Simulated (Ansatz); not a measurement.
# TiHg: the change of pressure and energy less free atoms with volume per atom

Periodic Kohn-Sham DFT of a crystal at fixed atoms; pressure and stress are positive in compression; the energy is the free energy less that of spherical unpolarised free atoms; site moments are those in the method's own spheres, positive along +z. The results are calculated, by Ansatz 0.2.0.

Cell of the first row (space group P4/mmm, No. 123):
```
cell vectors (Å)
   2.9476     0.0000     0.0000
   0.0000     2.9476     0.0000
   0.0000     0.0000     3.9585
atoms (fractions of the cell vectors)
Ti  0.50000  0.50000  0.50000
Hg  0.00000  0.00000  0.00000
```

Settings of every row: method all-electron LAPW; functional LDA; relativity scalar; k mesh 14x14x10; filling fermi-dirac; smearing width 0.08 eV; basis error target 1 meV/atom; nucleus gaussian.

Atom start moment: 0 on all atoms.

Limits: no spin-orbit coupling on heavy atoms.

| row | volume per atom (Å³) | pressure (GPa) | energy less free atoms (eV/atom) |
| --- | --- | --- | --- |
| 1 | 17.196 | 0.832 | -4.436 |
| 2 | 17.562 | -1.978 | -4.4346 |
| 3 | 17.928 | -4.46 | -4.4272 |
| 4 | 18.111 | -5.589 | -4.4215 |
| 5 | 18.294 | -6.65 | -4.4145 |
| 6 | 18.477 | -7.647 | -4.4063 |
| 7 | 18.66 | -8.582 | -4.397 |
| 8 | 19.026 | ? | ? |
| 9 | 19.391 | -11.777 | -4.3502 |

Question: what pressure and energy less free atoms should row 8 give?

Worked fit of pressure. Take u = (V_r/V)^(2/3) − 1 with V_r = 18.203 Å³ an atom, which is twice the finite (Eulerian) strain; such expansions in the strain, on which the Birch-Murnaghan equation of state is built, carry the rest volume and the bulk modulus. The shown rows have u = 0.03867, 0.02419, 0.0102, 0.00338, -0.00332, -0.00991, -0.01639, -0.04127. Least squares give pressure = −6.131 + 158.262 × u + 542.42 × u² + 547 × u³ GPa; a parabola predicts inner rows, each left out in turn, worse (root mean square 0.0085 against 0.00078 GPa). The rows lie off it by 0.000, -0.001, 0.000, 0.001, 0.000, 0.000, 0.000, 0.000. The pressure vanishes at u = 0.0345, or V = 17.3 Å³ an atom, and there the bulk modulus at fixed shape and fractions is B = −V dP/dV = (2/3)(1 + u) dP/du = 136 GPa. Letting shape and atoms relax would as a rule lower it, by much in layered, chain or molecular crystals. The withheld row has u = -0.02905, so the fit gives −6.131 + 158.262 × (-0.02905) + 542.42 × (-0.02905)² + 547 × (-0.02905)³ = -10.284 GPa.

The calculation gave -10.283 GPa. The fit lies 0.001 GPa (0.0079 % of the column's range) below it, one unit of the last digit.

Worked fit of energy less free atoms. Take u = (V_r/V)^(2/3) − 1 with V_r = 18.203 Å³ an atom, which is twice the finite (Eulerian) strain; such expansions in the strain, on which the Birch-Murnaghan equation of state is built, carry the rest volume and the bulk modulus. The shown rows have u = 0.03867, 0.02419, 0.0102, 0.00338, -0.00332, -0.00991, -0.01639, -0.04127. Least squares give energy less free atoms = −4.41811 − 1.0448 × u + 14.816 × u² + 6.3 × u³ eV/atom; a parabola predicts inner rows, each left out in turn, worse (root mean square 0.0001 against 3.7e-05 eV/atom). All shown rows lie on it to the printed digit. Its lowest point lies at u = 0.0345, or V = 17.3 Å³ an atom, and the curvature there gives the bulk modulus at fixed shape and fractions, B = (4/9)(1 + u)² E″(u)/V = 136 GPa. Letting shape and atoms relax would as a rule lower it, by much in layered, chain or molecular crystals. The withheld row has u = -0.02905, so the fit gives −4.41811 − 1.0448 × (-0.02905) + 14.816 × (-0.02905)² + 6.3 × (-0.02905)³ = -4.3754 eV/atom.

The calculation gave -4.3755 eV/atom. The fit lies 0.0001 eV/atom (0.12 % of the column's range) above it, one unit of the last digit.
